**Student.** I wanted to test the strong-coupling expansion on harmonium: two electrons in the singlet ground state of $H=\sum_i\left(-\tfrac12\nabla_i^2+\tfrac12\omega^2r_i^2\right)+1/r_{12}$, in hartree atomic units. As $\omega\to0$ they sit opposite each other at a distance $r_0=(2/\omega^2)^{1/3}$. The centre of mass gives three modes at $\omega$ and the stretch one at $\sqrt3\,\omega$. Half the zero-point energy is $(3+\sqrt3)\omega/4=1.183\,\omega$. Is that $W'_\infty$?

**Lecturer.** No. State the definitions first. Let $\Psi_\lambda$ minimise $F_\lambda=\langle T+\lambda V_{ee}\rangle$ at fixed density $n$. Then $W_\lambda=\langle V_{ee}\rangle_\lambda-U[n]$, with $U$ the Hartree energy, and $E_{xc}=\int_0^1W_\lambda\,d\lambda$. For large $\lambda$,

$$W_\lambda=W_\infty+W'_\infty\lambda^{-1/2}+\dots,\qquad W_\infty=V_{SCE}-U,\qquad W'_\infty=\frac12\int d^3r\,\frac{n}{N}\sum_\mu\frac{\omega_\mu}{2},$$

the form given by Gori-Giorgi, Vignale and Seidl in 2009. $V_{SCE}$ is the least repulsion compatible with $n$, reached by strictly correlated electrons. The $\omega_\mu^2$ are the nonzero Hessian eigenvalues of $E_{pot}=V_{ee}+\sum_iv(r_i)$, where $v$ is the potential that holds *this density* with no kinetic energy. It is not the trap.

**Student.** Why the extra one half?

**Lecturer.** At fixed density $\langle\sum_i v\rangle$ cannot change, so $\lambda(\langle V_{ee}\rangle-V_{SCE})$ equals the rise of $\lambda\langle E_{pot}\rangle$ above its minimum. That is the potential half of the zero-point energy $\sqrt\lambda\sum_\mu\omega_\mu/2$. Divide by $\lambda$.

**Student.** Then what is $v$?

**Lecturer.** With one electron at radius $r$, the other is on the opposite side at radius $f(r)$. Put $d=r+f$. Force balance gives $v'(r)=1/d^2$. The Hessian then has three zero modes, a doubly degenerate angular mode and a radial one:

$$\omega_\perp^2=\frac{r^2+f^2}{rf\,d^3},\qquad\omega_\parallel^2=-\frac{2(1+f'^2)}{f'\,d^3}.$$

Now the density. To leading order it is a Gaussian shell at $a=r_0/2$. The centre of mass contributes $1/4\omega$ to the radial variance and the stretch $1/4\sqrt3\,\omega$, so

$$\sigma^2=\frac{1+1/\sqrt3}{4\omega}\equiv\frac1{2\omega_s},\qquad\omega_s=(3-\sqrt3)\,\omega=1.268\,\omega,\qquad\frac{\sigma^2}{a^2}=0.99\,\omega^{1/3}.$$

In a thin symmetric shell $f$ is the reflection through the mean radius, so $f'=-1$, $d=r_0$ and $v''=0$. With $2/r_0^3=\omega^2$ this gives $\omega_\perp=\omega$ and $\omega_\parallel=\sqrt2\,\omega$ across the shell, and

$$W'_\infty=\tfrac14(2+\sqrt2)\,\omega=0.8536\,\omega .$$

Your third centre-of-mass mode, the radial one, has become a zero mode: it carries the pair through the shell.

**Student.** That only evaluates the formula. I want to see $W_\lambda$ itself.

**Lecturer.** At order $\omega$ the whole curve is closed. Write $r_i=\bar r+x_i$, with $\bar r$ the mean radius, and let $\theta$ be the departure from the antipodal angle:

$$\frac1{r_{12}}\simeq\frac1{2\bar r}-\frac{x_1+x_2}{r_0^2}+\frac{\omega^2}{2}(x_1+x_2)^2+\frac{\theta^2}{16a}.$$

The density fixes $\langle x_i\rangle=0$, and strict correlation has $x_1+x_2=0=\theta$, so $V_{SCE}=1/2\bar r$ at this order. The angle is a two-dimensional oscillator with inertia $a^2/2$ and stiffness $\lambda/8a$, hence frequency $\sqrt\lambda\,\omega$. It adds $\omega/2\sqrt\lambda$ to $W_\lambda$. Radially, take $y_\pm=(x_1\pm x_2)/\sqrt2$. The external potential cancels the linear term and supplies a curvature $\Omega_-^2$; the interaction $\lambda\omega^2y_+^2$ stiffens only $y_+$. Holding $\sigma^2$ fixed,

$$\Omega_+^2=\Omega_-^2+2\lambda\omega^2,\qquad\frac1{\Omega_+}+\frac1{\Omega_-}=\frac2{\omega_s}.$$

With $t=\Omega_+/\Omega_-$ and $\langle y_+^2\rangle=1/2\Omega_+$,

$$\Omega_+=\frac{\omega_s(1+t)}2,\qquad\lambda=\frac{\omega_s^2}{\omega^2}\frac{(1+t)^3(t-1)}{8t^2},\qquad W_\lambda-W_\infty=\frac{\omega}{2\sqrt\lambda}+\frac{\omega^2}{\omega_s(1+t)}.$$

At $t=\sqrt3$ you get $\lambda=1$, $\Omega_-=\omega$, $\Omega_+=\sqrt3\,\omega$: your trap. At $t=1$, $\lambda=0$, the radial motion is Kohn–Sham. As $t\to\infty$, $\Omega_-\to\omega_s/2$ and $\Omega_+\to\sqrt{2\lambda}\,\omega$. Expanding $\omega^2/2\Omega_+$,

$$W_\lambda-W_\infty=\frac{2+\sqrt2}{4}\,\omega\,\lambda^{-1/2}-\frac{\omega_s^2}{32\sqrt2\,\omega}\,\lambda^{-3/2}+\dots$$

The first coefficient is the Hessian result. There is no $\lambda^{-1}$ term, and the second coefficient has magnitude $0.0355\,\omega$.

**Student.** Good. Small $\omega$ is low density, so $E_{xc}\to W_\infty+2W'_\infty$, with $2W'_\infty=1.707\,\omega$.

**Lecturer.** Integrate before you believe it. The radial part of $F_\lambda$ is

$$F^{rad}=\frac{\Omega_++\Omega_-}4+\frac{\lambda\omega^2}{2\Omega_+}=\omega_s\frac{(1+t)^2(2t-1)}{8t^2},$$

and its $\lambda$ derivative is the radial term of $W_\lambda$. At $t=1$ it equals $\omega_s/2=0.634\,\omega$, the kinetic energy $T_s=1/4\sigma^2$ of the doubly occupied orbital. Between $t=1$ and $\sqrt3$ it rises by $0.338\,\omega$, where the asymptote alone gives $\omega/\sqrt2=0.707\,\omega$. The angle adds $\omega$:

$$E_{xc}-W_\infty=\left(\frac{11\sqrt3}{12}-\frac14\right)\omega=1.338\,\omega .$$

Check it without $\lambda$: $E_{xc}-W_\infty=T+(\langle V_{ee}\rangle-V_{SCE})-T_s$, with $T=(3+\sqrt3)\omega/4$, the bracket $\omega/2+\omega/2\sqrt3$, and $T_s=(3-\sqrt3)\omega/2$. The sum is the same.

**Student.** That is 22 per cent below $2W'_\infty$, however small $\omega$ is. So the low-density statement fails.

**Lecturer.** It holds, but for a particular limit. Take $n_g(\mathbf r)=g^3n(g\mathbf r)$. All lengths scale as $1/g$, so $V_{SCE}$ and $U$ scale as $g$ and the Hessian as $g^3$. Hence $W_\infty[n_g]=gW_\infty$ and $W'_\infty[n_g]=g^{3/2}W'_\infty$. Also $W_\lambda[n_g]=gW_{\lambda/g}[n]$, which gives

$$E_{xc}[n_g]=g^2\int_0^{1/g}W_\lambda[n]\,d\lambda\;\to\;gW_\infty+2g^{3/2}W'_\infty+O(g^2)\qquad(g\to0).$$

The shape of $n$ is frozen. Here $T_s$ scales as $g^2$ and drops behind the zero-point term. Lowering $\omega$ does something else: the radius grows as $\omega^{-2/3}$ but the width only as $\omega^{-1/2}$. The shell sharpens in relative terms, and $T_s$ stays of order $\omega$, like $W'_\infty$.

**Student.** Can the model show the frozen-shape limit?

**Lecturer.** Set the upper limit to $\lambda=1/g$. For large $t$, $F^{rad}\to\omega\sqrt{\lambda/2}+\omega_s/8$, where $\omega_s/8=\Omega_-/4$ is the kinetic energy left in the soft mode. Subtracting $T_s$,

$$E_{xc}[n_g]=gW_\infty+2g^{3/2}W'_\infty-\tfrac38\omega_s\,g^2+O(g^{5/2}),\qquad\tfrac38\omega_s=0.475\,\omega .$$

Define $\rho=(E_{xc}[n_g]-gW_\infty)/(2g^{3/2}W'_\infty)=(\omega\sqrt\lambda+F^{rad}-T_s)/(2W'_\infty\sqrt\lambda)$.

| $\lambda=1/g$ | $\Omega_+/\omega$ | $\sqrt\lambda\,(W_\lambda-W_\infty)/\omega$ | $\rho$ |
|---|---|---|---|
| 1 | 1.732 | 0.7887 | 0.784 |
| 10 | 4.532 | 0.8488 | 0.917 |
| 100 | 14.158 | 0.8532 | 0.973 |
| $\infty$ | $\infty$ | 0.8536 | 1 |

The rows below the first are scaled densities, not harmonium at another $\omega$.

**Student.** At $\lambda=1$ the third column is only 8 per cent short. Why does the integral do so much worse?

**Lecturer.** Because it weights small $\lambda$. The asymptote diverges there, while the radial term saturates at $\omega^2/2\omega_s=0.394\,\omega$. The angular term keeps its $\lambda^{-1/2}$ form down to $\lambda\sim1/a$, where the angular kinetic scale $1/a^2$ meets the repulsion $\lambda/a$. That stretch affects the integral only at order $\omega^{4/3}$.

**Student.** And $W_\infty$ itself?

**Lecturer.** For a spherical two-electron density $U=2\langle1/r_>\rangle$ over two independent radii, and the larger of two Gaussian draws has mean $\bar r+\sigma/\sqrt\pi$. So

$$W_\infty=-\frac3{2a}+\frac{2\sigma}{\sqrt\pi a^2}+O(\omega)=-2.38\,\omega^{2/3}+1.79\,\omega^{5/6}+O(\omega).$$

The second term exceeds the zero-point term. It comes from $U$, which cancels in $W_\lambda-W_\infty$, so we never needed it.

**Student.** How small must $\omega$ be for all this?

**Lecturer.** The coefficients of $\omega$ are exact as $\omega\to0$. Anharmonicity, skewness and the variation of $\omega_\mu$ across the shell change them by a relative amount of order $\sigma^2/a^2$. At $\omega=10^{-3}$, $a=63$ bohr, $\sigma=20$ bohr and $\sigma^2/a^2=0.10$. The two terms of $W_\infty$ are $-24$ and $+6$ m$E_h$. Above them $2W'_\infty$ is 1.7 m$E_h$ and the integrated curve 1.3 m$E_h$, each uncertain by something like a tenth, which is about half the gap between them.

**Student.** Would a quantum dot reach that?

**Lecturer.** A planar dot has one angular mode, so the thin-ring limit gives $W'_\infty=(1+\sqrt2)\omega/4=0.604\,\omega$ in effective units, with the radial algebra unchanged. Take typical GaAs inputs, $m^*\approx0.067$ and $\epsilon\approx12.9$. The effective hartree $E_hm^*/\epsilon^2$ is 11.0 meV. An assumed confinement of 1 meV is then $\omega=0.091$, and the model's $\sigma^2/a^2$ is 0.45. In the plane the angle adds only $\omega/2$, so the integrated curve is $0.838\,\omega$ against $2W'_\infty=1.207\,\omega$, a gap of 31 per cent. The neglected terms are larger than that gap, so the mode counting carries over to such a dot and the coefficients do not.